A rigid aromatic molecule that absorbs a photon sheds a few tenths of an eV as its bonds relax, and it takes up a vibrational quantum or two in doing so. A floppy hydride of a heavier element can, in a harmonic model, shed 1 to 2 eV in tens of quanta or more. Are such fingerprints of the lowest singlet (TDDFT on tight-binding geometries and modes) enough to tell which molecule is which?

PySCF 2.14.0, density-fitted TDDFT with BHandHLYP/def2-SV(P) for the S1 state of neutral closed-shell molecules in the gas phase, at GFN2-xTB geometries. The vibronic quantities come from displaced harmonic oscillators with vertical gradients and GFN2-xTB modes, leaving out modes below 50 cm⁻¹. Candidates: C=Cc1ccc2c(c1)sc1ccccc12, C#C[P@@](=O)(CCC)C(F)(F)F, C[O+]1[BH2-][GeH2][C@@H](C=O)C1, [BH3-][AsH2+][C@@H](C=C)CC, CCO[Si@](C)([SiH3])[SiH2][SiH3], C[C]1(C)CC=[CH][Ga@@H-]1[NH3+].

| row | vertical energy (eV) | zero zero energy (eV) | reorganisation energy (eV) | total huang rhys factor | effective mode (cm^-1) | oscillator strength |
| --- | --- | --- | --- | --- | --- | --- |
| A | 6.140 | 5.090 | 1.046 | 48.60 | 308.0 | 0.388 |
| B | 6.070 | 5.360 | 0.711 | 4.49 | 2130.0 | 0.000 |
| C | 4.420 | 4.240 | 0.184 | 1.96 | 1182.0 | 0.082 |
| D | 4.870 | 4.380 | 0.493 | 11.40 | 1112.0 | 0.002 |
| E | 7.120 | 5.230 | 1.891 | 125.67 | 576.0 | 0.441 |
| F | 5.530 | 4.490 | 1.040 | 31.59 | 608.0 | 0.002 |

**How to read a row.** The vertical energy is the excitation at the ground-state geometry, the reorganisation energy λ is what relaxation returns, and the zero zero energy is their difference by construction, so it adds no clue. The oscillator strength f measures brightness. In the model each mode of frequency ω feels a mass-weighted force g in the excited state and shifts by d = g/ω². It then holds the energy g²/2ω², and dividing by ħω gives its Huang-Rhys factor g²/2ħω³, the mean number of quanta excited, whose sum is the total factor S.

Because S goes as ω⁻³ and λ as ω⁻², soft modes count more in S. The ratio λ/S is the S-weighted mean quantum ħω̄, while the effective mode ω_eff is read here as the λ-weighted mean, which by the Cauchy–Schwarz inequality lies above ω̄, as it does in every row. The reading is inferred from band widths: it gives a variance λħω_eff, hence, for a Gaussian at 0 K with the broadening added, 0.615 eV full width for row D against 0.610 eV from the calculation itself at 77 K. It overshoots four bands of the molecule in row C, those of S1 and of three other states, by 23 to 56 % of their computed width, as may be expected where only two or three quanta are excited and the band is not Gaussian. An rms weighting does worse in every band. It would also put the λ-weighted mean, then equal to ω_eff²/ω̄, near 3550 cm⁻¹ in rows B and D, above any stretch expected in these molecules. So ω_eff points to the bonds that carry the energy, and ω_eff/ω̄ tells how widely the active modes are spread.

**Rows A and B.** These lie 0.07 eV apart vertically, yet A is bright with about 11 times the S of the dark row B. The same inequality bounds the total displacement, since d² = Σ 2ħS/ω over modes is at least 2ħS/ω̄. For row A, with nothing fitted:

ħω̄ = 1.046 eV / 48.60 = 0.0215 eV, or 174 cm⁻¹; 2ħ/ω = 67.4 amu Å² divided by the wavenumber in cm⁻¹; d ≥ √(67.4 × 48.60 / 174) = 4.3 amu^½ Å.

That is a large motion of heavy atoms or of many light ones. With ω_eff at 308 cm⁻¹, only 1.77 times ω̄, nearly all the relaxation is soft and little is left for a C=C or C=O stretch. The one candidate with no multiple bond is the tetrasilane chain, whose σ→σ* excitation is by standard argument allowed along the chain and weakens Si–Si bonds that vibrate at a few hundred cm⁻¹.

Row B is the opposite, with ω_eff = 2130 cm⁻¹ and a displacement bound of only 0.49 amu^½ Å. A C≡C stretch lies near 2100 cm⁻¹, but so do Si–H, Ge–H and As–H stretches (rough, recalled values), so the frequency alone does not decide. Darkness helps: the lowest π→π* singlets of a triple bond are forbidden in the linear unit, and they lengthen that one stiff bond. This points to the ethynyl phosphine oxide, though naming the mode C≡C remains a guess, since an average can also draw on C–H stretches.

**Row C.** It has the lowest vertical energy and the smallest λ, 0.184 eV, with S near 2. If an excitation spreads over N bonds, each bond order changes as 1/N, each bond stores an energy proportional to 1/N², and λ falls as 1/N. Fused rings also offer few soft coordinates for the force to act on. Only vinyl-dibenzothiophene has both properties.

**Row D.** It is dark, low in energy at 4.870 eV, and its ω_eff of 1112 cm⁻¹ is 3.19 times ω̄, so a stiff bond and soft motions act together. This would fit an aldehyde n→π* state, nearly forbidden because lone pair and π* lie in perpendicular planes, which stretches C=O (roughly 1700 cm⁻¹, recalled) while the ring follows. That suggests the germanium ring. Row F has the same f and lies only 0.66 eV higher, so the choice rests on energy and on the stiffer mode.

**Rows E and F.** Their effective modes differ by 5 %, and both remaining candidates carry a C=C bond and a donor–acceptor bond. Row E is bright, lies 1.59 eV higher, and has the widest spread of all, ω_eff/ω̄ = 4.75, which suits a stiff double bond on a chain with free torsions. A guess is that E is largely a π→π* state of the vinyl group in the arsine–borane, and F a poorly overlapping Ga–C σ→π* state of the gallium ring. The double bond cannot be the whole story in E, though. Since ω_eff is read as a λ-weighted mean, a stretch as stiff as that of C=O can hold at most about a third of λ, and the rest lies in softer motions, perhaps of the bonds to arsenic. E could also be confused with A, bright and floppy too, but its ω_eff is 1.87 times larger.

**Confidence.** C is sure. A and B are fairly sure, each being an extreme that fits one candidate on several counts. D, E and F are ambiguous, D against F and F against E, and are settled partly by elimination.

The rows with their labels:

| system | formula | vertical energy (eV) | zero zero energy (eV) | reorganisation energy (eV) | total huang rhys factor | effective mode (cm^-1) | oscillator strength |
| --- | --- | --- | --- | --- | --- | --- | --- |
| C=Cc1ccc2c(c1)sc1ccccc12 | C14H10S | 4.420 | 4.240 | 0.184 | 1.96 | 1182.0 | 0.082 |
| C[O+]1[BH2-][GeH2][C@@H](C=O)C1 | C4H11BGeO2 | 4.870 | 4.380 | 0.493 | 11.40 | 1112.0 | 0.002 |
| F/C(=C\C=C(Br)Br)CCl | C5H4Br2ClF | 5.060 | 4.420 | 0.632 | 6.23 | 1312.0 | 0.897 |
| C[C]1(C)CC=[CH][Ga@@H-]1[NH3+] | C6H14GaN | 5.530 | 4.490 | 1.040 | 31.59 | 608.0 | 0.002 |
| C#C[P@@](=O)(CCC)C(F)(F)F | C6H8F3OP | 6.070 | 5.360 | 0.711 | 4.49 | 2130.0 | 0.000 |
| CCO[Si@](C)([SiH3])[SiH2][SiH3] | C3H16OSi4 | 6.140 | 5.090 | 1.046 | 48.60 | 308.0 | 0.388 |
| [BH3-][AsH2+][C@@H](C=C)CC | C5H14AsB | 7.120 | 5.230 | 1.891 | 125.67 | 576.0 | 0.441 |

All six assignments hold, and the same calculations support part of the reasoning. The silane state is HOMO→LUMO with weight 0.915, while the germanium and dibenzothiophene states are mainly HOMO−1→LUMO, so S1 is not one kind of state and the rows form no single series. The HOMO–LUMO gap exceeds the vertical energy by 4.31 eV for germanium and 3.97 eV for phosphorus, against 2.51 eV or less elsewhere. For the germanium state, which starts mainly from HOMO−1, the orbital difference is larger still. A compact electron–hole pair is bound more strongly, but in a singlet the exchange between electron and hole raises the energy again, most of all in bright states. The figures thus agree with dark, local excitations in these two rows without proving them.

Softness alone does not set λ. A power law of λ in ω_eff, fitted to all seven rows, has slope −0.60 ± 0.43 where equal force on one mode would give −2, and dibenzothiophene falls to 0.31 of the fitted value; the row-by-row figures are in the output below. The bromodiene, which was not in the puzzle, hints at the role of the force: its ω̄ is 818 cm⁻¹, within a tenth of that of dibenzothiophene. Its λ is nevertheless more than three times larger, as the 1/N argument suggests for a shorter π system, though this is one pair of unlike states.

The large numbers are signals and not measurements of relaxation. The silicon, gallium and arsenic rows are flagged as doubtful for the harmonic model, and they have the three largest displacement bounds, 2.83 amu^½ Å and up against 1.48 at most for the others. With S going as ω⁻³, their totals hang on soft tight-binding modes, on the cut at 50 cm⁻¹, which in the silicon row also drops a small imaginary mode, and on geometries that are not minima of the functional. That last fault is shared by all rows, and the largest residual force component, 1.6 eV/Å, is on phosphorus in the phosphine oxide. For the three dark rows a Condon band shape is unreliable, because borrowed intensity can dominate. The basis lacks diffuse functions, which bears most on the highest rows, and spin-orbit coupling is absent for Ga, Ge, As and Br.

The label S1 itself holds only vertically. In dibenzothiophene the bright S2 (f = 0.587) lies 0.057 eV above S1 but has its 0-0 energy 0.044 eV below, a margin too fine for this method to fix the order. In the silicon row S2 drops about 1 eV below S1 at 0-0, but both states are flagged as doubtful for the harmonic model, so the 0-0 energy listed there may not belong to the lowest singlet. For organic semiconductors built on fused thiophene cores, the small λ reflects a rigidity that is also wanted for charge transport, although the quantity here belongs to a neutral excitation. For hydrides of the kind used as deposition precursors, a large S gathered in soft modes suggests broad absorption with little structure, and a harmonic model leaves open whether a bond breaks.

Output of the analysis:

```
built-in identity E00 = Evert - lambda: largest deviation 0.008 eV, rounding allows 0.0105 eV
formula | lambda/S cm-1 (rounding %) | w_eff/(lambda/S) | one-mode S | its error % | d_min amu^0.5 A | log10 exp(-S)
C14H10S        757 (0.53)  1.56   1.26   -36  0.42   -0.9
C4H11BGeO2     349 (0.15)  3.19   3.58   -69  1.48   -5.0
C5H4Br2ClF     818 (0.16)  1.60   3.89   -38  0.72   -2.7
C6H14GaN       266 (0.06)  2.29  13.80   -56  2.83  -13.7
C6H8F3OP      1277 (0.18)  1.67   2.69   -40  0.49   -1.9
C3H16OSi4      174 (0.06)  1.77  27.39   -44  4.34  -21.1
C5H14AsB       121 (0.03)  4.75  26.48   -79  8.36  -54.6
one-mode S = lambda/(hbar w_eff) is worst for C5H14AsB: too small by a factor 4.75
largest/smallest: lambda 10.3, S 64, w_eff 6.9, lambda/S 10.5
ln lambda vs ln w_eff: slope -0.60 +- 0.43, r^2 0.28 (equal force on one mode gives -2)
lambda / fitted power law: C14H10S 0.31, C4H11BGeO2 0.81, C5H4Br2ClF 1.15, C6H14GaN 1.19, C6H8F3OP 1.72, C3H16OSi4 0.80, C5H14AsB 2.10
Gaussian FWHM at 0 K, eV: run | lambda-weighted mode (error %) | rms mode (error %)
Ge row S1, 77 K    0.610 | 0.615 (+1) | 1.097 (+80)
C14H10S S1, 298 K  0.276 | 0.389 (+41) | 0.484 (+75)
C14H10S S2, 298 K  0.424 | 0.522 (+23) | 0.567 (+34)
C14H10S S6, 298 K  0.240 | 0.375 (+56) | 0.424 (+77)
C14H10S T1, 298 K  0.458 | 0.668 (+46) | 0.715 (+56)
look-alike pairs, second against first: dEvert eV | ratios of lambda, S, w_eff, lambda/S | both f
C4H11BGeO2 / C6H14GaN: +0.66 | 2.11 2.77 0.55 0.76 | 0.002 0.002
C6H14GaN / C5H14AsB: +1.59 | 1.82 3.98 0.95 0.46 | 0.002 0.441
C3H16OSi4 / C5H14AsB: +0.98 | 1.81 2.59 1.87 0.70 | 0.388 0.441
C6H14GaN / C3H16OSi4: +0.61 | 1.01 1.54 0.51 0.65 | 0.002 0.388
C6H8F3OP / C3H16OSi4: +0.07 | 1.47 10.82 0.14 0.14 | 0.000 0.388
formula | HOMO-LUMO gap eV | gap - Evert eV | lambda/Evert % | Stokes shift 2 lambda eV
C14H10S        6.35  1.93   4.2  0.368
C4H11BGeO2     9.18  4.31  10.1  0.986
C5H4Br2ClF     6.85  1.79  12.5  1.264
C6H14GaN       7.93  2.40  18.8  2.080
C6H8F3OP      10.04  3.97  11.7  1.422
C3H16OSi4      8.65  2.51  17.0  2.092
C5H14AsB       9.39  2.27  26.6  3.782
C14H10S: S2 - S1 vertical +0.057 eV, at 0-0 -0.044 eV
Si row, both doubtful: S2 - S1 vertical +0.415 eV, at 0-0 -1.012 eV
d_min: smallest of rows flagged doubtful 2.83, largest of the others 1.48 amu^0.5 A
```
